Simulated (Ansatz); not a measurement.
# Strength of the Si–H bond: C2H4Si → C2H3Si + H

Species: C2H4Si `C#C[SiH3]`, singlet; C2H3Si `C#C[SiH2]`, doublet; H atom, doublet. 

Shapes, held fixed at every level: PBE0-D4/def2-TZVP. Programs: Ansatz 0.2.0. The zero-point and thermal change to 298 K, harmonic and unscaled (PBE0-D4/def2-TZVP), is -19.6 kJ/mol.

```tsv
level	kind	ΔH(298 K) (kJ/mol)	less CCSD(T)/CBS estimate	CPU time (sum over the molecules)
HF/def2-SVP	Hartree–Fock	+293.9	-91.3	–
SPW92/def2-TZVPP	LDA	+389.1	+3.9	2.9 s
r2SCAN-D4/def2-TZVPP	meta-GGA	+357.3	-27.9	13 s
BHLYP-D4/def2-TZVPP	global hybrid	+375.5	-9.7	7.4 s
CCSD(T)/def2-SVP	coupled cluster or CI	+363.6	-21.6	5.2 s
CCSD(T)/def2-TZVPP	coupled cluster or CI	+377.1	-8.1	83 s
CCSD/def2-TZVPP	coupled cluster or CI	+376.7	-8.5	–
CCSD(T)/CBS estimate	coupled cluster or CI	+385.2	0.0	2.2 min
```

The highest level, CCSD(T)/CBS estimate, gives ΔH(298 K) = +385.2 kJ/mol; the levels span +293.9 to +389.1. The column of differences is taken from that level and isn't an error. Hartree–Fock misses the correlation of the pair that is broken and comes out low. No measured value is set beside it here. Spin contamination: C2H3Si (⟨S²⟩ up to 0.85). Open shells run unrestricted unless RO is named. The CBS estimate extrapolates MP2 from def2-TZVPP and def2-QZVPP and adds CCSD(T) − MP2 in the triple-zeta set, cores frozen. Times are processor times on shared x86 and Arm servers, and rough.

At +385.2 kJ/mol, the best estimate describes a strong Si–H bond, much like that of an ordinary silane. The ethynyl group therefore probably stabilises the radical only modestly. Silyl radicals prefer a pyramidal centre whose singly occupied orbital has considerable 3s character, and the diffuse silicon orbital and long Si–C bond limit overlap with the π system. Propargylic C–H bonds, by contrast, are clearly weakened by delocalisation in the carbon radical.

Within the coupled-cluster series, the basis set matters far more than the triples: CCSD and CCSD(T) nearly coincide in the triple-zeta basis, while the bond strengthens with each enlargement of the basis. Breaking the bond removes a correlated electron pair, and small sets recover too little of that pair's short-range correlation. The closeness of LDA to the best estimate probably reflects cancelling errors, since r2SCAN, a more elaborate functional, lies well below it. Isolating the substituent effect would require the same reaction for silane itself.
